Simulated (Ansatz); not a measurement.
Bulk crystal (Ta) after relaxation:

```
CELL_PARAMETERS angstrom
-1.65953 1.65953 1.65953
1.65953 -1.65953 1.65953
1.65953 1.65953 -1.65953
ATOMIC_POSITIONS crystal
Ta 0.00000 0.00000 0.00000
```

Miller indices refer to the conventional cell of Im-3m (No. 229), a = 3.319 Å, b = 3.319 Å, c = 3.319 Å, α = 90.00°, β = 90.00°, γ = 90.00°.

The (110) slab of 5 planes, 9.4 Å thick with 15 Å of vacuum as cut; outer planes Ta (top) and Ta (bottom).

Theory: DFT PBE, scalar-relativistic, plane waves, PAW in Ansatz 0.2.0. Settings: cutoff 420 eV, Γ-centred mesh 13×13×1 on the computed 5-atom cell, Gaussian smearing of 0.10 eV; no spin polarisation. The cell repeats along c with a dipole correction in the vacuum.

With the atoms at the bulk's places:

```
Surface energy (mean of both faces) : 2.43 J/m²
Work function                       : 4.81 eV
```

Task: What changes when all atoms relax?

Result: The energy falls by 0.060 J/m² a face, and the largest move is 0.11 Å.

- Surface energy (mean of both faces): 2.38 J/m²
- Work function: 4.76 eV

| plane (bottom to top) | atoms | spacing to next, bulk (Å) | relaxed (Å) | change (%) |
| --- | --- | --- | --- | --- |
| 1 | Ta | 2.347 | 2.243 | -4.4 |
| 2 | Ta | 2.347 | 2.341 | -0.2 |
| 3 | Ta | 2.347 | 2.341 | -0.2 |
| 4 | Ta | 2.347 | 2.243 | -4.4 |
| 5 | Ta |  |  |  |

Slabs this thin can still miss converged surface energies by a few hundredths of a J/m² and work functions by about a tenth of an eV.

Spin-orbit coupling is left out, which matters for the bands of heavy elements.

Worked out: the slab's 5 atoms lie 2.310 eV above the same atoms in the bulk. Shared over two faces of 7.79 Å² this is 148.3 meV/Å², and 1 eV/Å² is 16.02 J/m², which gives 2.38 J/m². The cut crosses 2 bonds a cell (neighbours within 10 % of the shortest distances), so each costs 1.15 eV on this count. The top spacing shrinks by 4.4 %, as is usual at a metal's surface, where atoms that lost neighbours bind closer to those left.

Relaxation of Ta(110) is almost entirely a contraction of the outermost spacing, from 2.347 to 2.243 Å, while the spacings beneath barely change. It lowers the surface energy only slightly, so most of the cost comes from cutting the bonds, as expected for the densest bcc face, where each surface atom keeps most of its nearest neighbours. Tantalum's partly filled d band holds mainly bonding states, and the surface atoms recover some of the lost d bonding by moving inward until the repulsion of the sp electrons balances the pull.

The 1.15 eV per cut bond is an effective value, not a transferable bond strength. It also absorbs the second neighbours lost at the cut, which are close enough in bcc to matter, and the strengthening of the remaining bonds as coordination falls. The small drop in work function probably reflects a slightly altered surface dipole. With one atom per plane in the cell, the calculation can't rule out a reconstruction with a larger lateral period.
